Q: This map moves one hydrogen atom over a slab of tantalum cut along (110). The place shift runs from 0, on top of a Ta atom, to 1.659 Å, the long bridge midway between two Ta atoms. The place height is measured from the plane of the top Ta atoms. How strongly does the metal hold H, and how much does the site matter?

Ansatz 0.2.0, PBE with PAW and plane waves up to 420 eV, for one H atom above a rigid three-layer Ta(110) slab in a 2x2 surface cell, with nothing relaxed. All points use a 5x5x1 k mesh, Gaussian smearing of 0.1 eV, collinear spin and a dipole correction along z. Energies are free energies at this smearing; energies and moments are per cell.

```
place shift (Å)  place height (Å)  energy over the lowest point of the map (eV)  moment (muB)
          0.000             1.430                                         2.509         0.000
          0.000             1.800                                         1.128         0.000
          0.000             2.170                                         1.418         0.000
          0.000             2.570                                         2.109         0.000
          0.000             3.070                                         2.829         0.650
          0.000             3.770                                         3.065         0.960
          0.553             1.430                                         1.629         0.000
          0.553             1.800                                         0.974         0.000
          0.553             2.170                                         1.405         0.000
          0.553             2.570                                         2.115         0.000
          0.553             3.070                                         2.832         0.630
          0.553             3.770                                         3.066         0.960
          1.106             1.430                                         0.520         0.000
          1.106             1.800                                         0.777         0.000
          1.106             2.170                                         1.400         0.000
          1.106             2.570                                         2.131         0.000
          1.106             3.070                                         2.840         0.560
          1.106             3.770                                         3.068         0.950
          1.659             0.690                                         0.287         0.000
          1.659             1.060                                         0.000         0.000
          1.659             1.430                                         0.188         0.000
          1.659             1.800                                         0.723         0.000
          1.659             2.170                                         1.408         0.000
          1.659             2.570                                         2.141         0.000
          1.659             3.070                                         2.845         0.520
          1.659             3.770                                         3.069         0.950
```

A: Three sizes are worth remembering. Pulling H from the bridge out to where it is nearly a free atom costs about 3 eV. Choosing the top of a Ta atom instead of the bridge costs about 1 eV, if H may take its best height at each site. At the computed heights from 2.17 Å outwards, the site changes the energy by only a few hundredths of an eV.

Far out, the last size follows from a limiting case. A distant H atom meets only the thin outer tail of the metal's electron cloud, and there the pattern of single atoms has been smoothed away. At 2.17 Å this limit is not yet reached, since H is still strongly bound. The sites agree there because the bridge curve, which starts lower, climbs faster and has just caught up with the curve on top.

Q: At a height of 1.43 Å, I read 2.509 eV on top and 0.188 eV at the bridge. That is a difference of 2.3 eV, not 1 eV. Which is right?

A: Both are right, but they answer different questions. The best height on top is about 1.85 Å, so at 1.43 Å that H atom is being pressed into the Ta atom beneath it. At the bridge the best height is about 1.09 Å, so there H is held slightly too far out. I found these heights by drawing a cubic curve through the computed energies and vertical slopes at the two grid heights on either side of each minimum.

On top, the squeeze costs 2.509 − 1.115 = 1.394 eV. At the bridge, the stretch costs only about 0.19 eV. Without these two costs, the difference falls to 1.12 eV, and that is the true preference for the bridge along this line. A comparison at fixed height mixes the choice of site with compression.

Q: Why does the best height fall so much on the way to the bridge?

A: Think of H as a ball rolling over the Ta atoms, with its centre at a fixed distance from the nearest Ta nucleus. On top, the whole distance points upwards. To the side, part of it is used up sideways and less remains for the height. With d for the Ta–H distance, s for the place shift and z for the best height, Pythagoras gives

z = √(d² − s²)

I take d = 1.854 Å from the site on top and adjust nothing else. At a shift of 1.106 Å this gives

z = √(1.854² − 1.106²) = √2.214 = 1.488 Å

The interpolated height there is 1.471 Å, and this site played no part in setting d. The site at 0.553 Å agrees equally well, to about 0.02 Å. Over this part of the line, H keeps its bond length and lets its height adjust.

Q: Does the ball also roll correctly into the bridge?

A: No, and this failure tells us something about the bond. The ball would sink to 0.83 Å, but the calculation keeps H about 0.27 Å higher. The nearest Ta atoms are then 1.99 Å away instead of 1.85 Å. A hard ball has no reason to back off in this way, but a chemical bond has.

At the bridge, H has two equally near neighbours, and its single electron and single orbital must serve both. Each bond is therefore weaker and longer than the one bond on top, although the two together are stronger. The energies at the two ends of the line are compatible with this picture. Measured from the outermost points, binding is about 2 eV on top and about 3 eV at the bridge: more than one bond's worth, but less than two.

That bonds weaken when they are shared is standard chemistry; the map itself shows only the distances and the total energies. The division between neighbours is not clean either, since two more surface Ta atoms lie 2.59 Å from the bridging H. At a shift of 1.106 Å, where the nearest distance is still 1.84 Å, H has already gained 0.60 eV over the site on top, about half of the preference for the bridge, so the energy does not simply count short bonds. An H atom that seeks a fixed density of metal electrons would also be expected to back off where two atoms supply that density, and the map cannot tell the two readings apart.

Q: Suppose I replaced tantalum by a metal that forms longer bonds to H. What should I expect?

A: For small shifts, the ball model says that the height falls by about s²/(2d). A longer bond therefore makes the path of H flatter for the same sideways step. Near a bridge I would again expect H to sit higher than the ball predicts, because the bonding is shared there too. This is a guess about geometry until that surface is computed, and it does not say which site would be lower in energy.

Q: The last column shows a moment when H is far out. Is the tantalum turning magnetic?

A: No, hydrogen is becoming an atom again. A free H atom has one unpaired electron and a moment of 1 muB, and at 3.77 Å the moment has reached 0.95 to 0.96 muB. Up to 2.57 Å it is zero at every site, because the electron of H is paired in the bond with the metal. The two limits are clear: a bonded H without a moment, and a nearly free atom with one.

The values of 0.52 to 0.65 muB at 3.07 Å need more care. A calculation of this kind describes a half-broken bond by placing a fixed spin on the H atom. Near a metal, the real spin would fluctuate and be partly screened. I would read these values as a sign that the bond is letting go, not as a moment to look for in an experiment. Maps with spin can also jump from one magnetic state to another between neighbouring points. The moments here vary smoothly from site to site, but no height between 2.57 and 3.07 Å was computed, so the map does not show where the moment sets in, or how abruptly.

Q: What would change if I switched spin off to save time?

A: The bonded region would stay as it is, since its moment is already zero. The outer end would be wrong, because a detached atom would be forced to have half an electron of each spin. For a free H atom this costs roughly 1 eV, a recalled size. The energy range of the map would then grow from about 3 eV towards 4 eV, and the surface would seem to bind H more strongly than it does.

Q: Can I describe the pull-off curve by a Morse potential, and which digits may I quote?

A: I would not use a Morse curve over the whole range. I tried one on top of the Ta atom, fixing its three constants by the interpolated minimum, the energy at 2.17 Å and the outermost energy, taken as its limit. It comes out 0.39 eV too high at 1.43 Å and 0.29 eV too low at 3.07 Å. The likely fault is the depth I gave it. The outermost energy belongs to the spin-polarised atom, while the well belongs to the bond without a moment, which is heading for the higher limit discussed in the last answer. A deeper limit, with the minimum and the point at 2.17 Å kept, gives a smaller steepness constant. That lowers the curve at 1.43 Å and raises it at 3.07 Å, which is what both misses ask for. Such a curve can be expected to follow the bonded part and to overshoot far out, where the spin takes over.

As for digits, the slab is thin and the mesh coarse, but no run here varies either, so the map gives no error bar of its own. Tests by the makers of the data on other systems suggest some 0.05 to 0.1 eV for settings like these, which I use only as a guide. The vertical zero-point motion of H at the bridge, which these energies leave out, is of similar size, about 0.06 eV in a harmonic estimate. The preference of about 1.1 eV for the bridge is well above both. The order of the sites at 2.57 Å rests on 0.03 eV and should not be interpreted.

Two larger questions concern meaning, not digits. The 1.1 eV is not the barrier for H to wander over the surface: H can go round the Ta atom, and the metal atoms were not allowed to yield, which tends to make barriers look too high. The bridge is also only the lowest point on this line. On surfaces of this type, H often prefers a hollow slightly to the side.

Q: Then would this surface take up hydrogen from the gas?

A: First change the reference, because hydrogen gas consists of molecules. Half an H₂ bond is worth roughly 2.3 eV, again a recalled figure, so of the 3.07 eV only about 0.8 eV per H atom remains as the gain from the gas. That is still a clear gain, although the entropy of the gas takes back more of it as the temperature rises. Near room temperature, a clean Ta(110) surface can therefore be expected to hold hydrogen at this low coverage. How fast H arrives, or passes into the metal, is a question of rates that this map does not answer.
